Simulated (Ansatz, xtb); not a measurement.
**C3H5BN2S: which of two isomers lies lower**

Structure a is `Bn1cc(S)cn1`, a singlet and structure b is `Bc1[nH]ncc1S`, a singlet. Both are isolated molecules in the gas phase, relaxed with B3LYP/def2-SVP; the shapes shown needn't be the lowest conformers.

a (Å):

```xyz
12

C    -1.1231   -0.6558   -0.0384
C     0.0458   -1.3492    0.1383
C     1.0702   -0.3426    0.0197
B    -1.6834    1.7675   -0.4819
N    -0.7957    0.6753   -0.2484
N     0.5692    0.8469   -0.1958
S     0.2236   -3.0991    0.3273
H    -1.2212    2.8615   -0.6314
H    -2.8597    1.5208   -0.5145
H    -2.1584   -0.9889   -0.0340
H     1.0085   -3.0623    1.4308
H     2.1492   -0.4871    0.0938
```

b (Å):

```yaml
atoms:
  - { symbol: C, position_ang: [-0.7955, 0.0086, -0.0822] }
  - { symbol: C, position_ang: [0.3701, -1.9090, 0.1267] }
  - { symbol: C, position_ang: [0.5053, -0.5039, 0.1559] }
  - { symbol: B, position_ang: [-1.3599, 1.4075, -0.1817] }
  - { symbol: N, position_ang: [-1.5645, -1.1357, -0.2267] }
  - { symbol: N, position_ang: [-0.8994, -2.2631, -0.1075] }
  - { symbol: S, position_ang: [2.0159, 0.3443, 0.4361] }
  - { symbol: H, position_ang: [-2.5374, 1.5682, -0.3976] }
  - { symbol: H, position_ang: [-0.6489, 2.3727, -0.0481] }
  - { symbol: H, position_ang: [-2.5622, -1.1577, -0.4102] }
  - { symbol: H, position_ang: [1.1368, -2.6700, 0.2654] }
  - { symbol: H, position_ang: [1.5033, 1.5923, 0.3451] }
```

Energies in hartree; the thermal terms are from GFN2-xTB frequencies at re-optimised GFN2-xTB minima (ideal gas, soft modes damped towards free rotors, one conformer each, 298.15 K, 1 atm) and include the zero-point energy:

```
                              a           b
E, CCSD(T)/def2-SVP  −648.311813  −648.287400
    E, MP2/def2-SVP  −648.225677  −648.205102
  E, MP2/def2-TZVPP  −648.863067  −648.843123
  zero-point energy     0.078897     0.078788
       H(298 K) − E     0.086812     0.086737
       G(298 K) − E     0.047873     0.047834
```

Problem. Correct the CCSD(T) difference for the basis set by the MP2 change, then work out ΔE, ΔE₀, ΔH and ΔG for a → b in kJ/mol (1 Eh = 2625.50 kJ/mol) and the equilibrium ratio [b]/[a].

Solution. 1. Differences b − a: CCSD(T) +0.024413, MP2 in the small set +0.020575, MP2 in the large set +0.019944 Eh.
2. ΔE = +0.024413 + (+0.019944 − (+0.020575)) = +0.023782 Eh = +62.44 kJ/mol.
3. ΔE₀ = ΔE + ΔZPE = +0.023782 + (−0.000109) Eh = +62.15 kJ/mol.
4. ΔH = ΔE + (−0.000075) Eh = +62.24 kJ/mol.
5. ΔG = ΔE + (−0.000039) Eh = +62.34 kJ/mol, so ΔS = (ΔH − ΔG)/T = −0.3 J/(mol K).
6. kT = 0.9442 mEh, so K = [b]/[a] = exp(−ΔG/kT) = exp(−25.15) ≈ 1.2 × 10^−11.

Structure a is favoured at this temperature. An error of 4 kJ/mol in ΔG would change K by a factor of 5. Mirror images and further conformers aren't counted.

As drawn, b has 1 C–B, 1 N–H in place of 1 B–N, 1 C–H.

Other levels gave ΔE = +74.0 (GFN2-xTB); +95.1 (HF/STO-3G, GFN2-xTB geometries); +42.4 (r2SCAN-D4/def2-SVP, GFN2-xTB geometries); +53.5 (B3LYP/def2-SVP); +79.2 (HF/def2-SVP); +54.0 (MP2/def2-SVP); +64.1 (CCSD(T)/def2-SVP) kJ/mol. The correlated steps freeze 11 core orbitals. Programs: Ansatz 0.2.0, xtb 6.7.1.

Isomer a, with boron on nitrogen, is clearly the more stable of the two. The zero-point and thermal terms nearly cancel, so the preference is electronic. Moving the BH2 group to carbon exchanges a B–N and a C–H bond for a C–B and an N–H bond, and the loss of the strong, polar B–N bond probably dominates. In a, the nearly coplanar BH2 group and the short B–N distance suggest π donation from nitrogen into the empty boron p orbital, although this competes with delocalisation of the same lone pair around the pyrazole ring. Carbon is a weaker π donor to boron in b.

Every level listed gives the same order, but the size of the gap is sensitive to correlation: in the same small basis, Hartree–Fock exaggerates it relative to CCSD(T), while MP2 overcorrects. The equilibrium ratio therefore supports overwhelming dominance of a more securely than its precise value. The preference needn't carry over to condensed phases, where the Lewis-acidic BH2 group could bind a pyrazole nitrogen of another molecule or form hydride bridges.
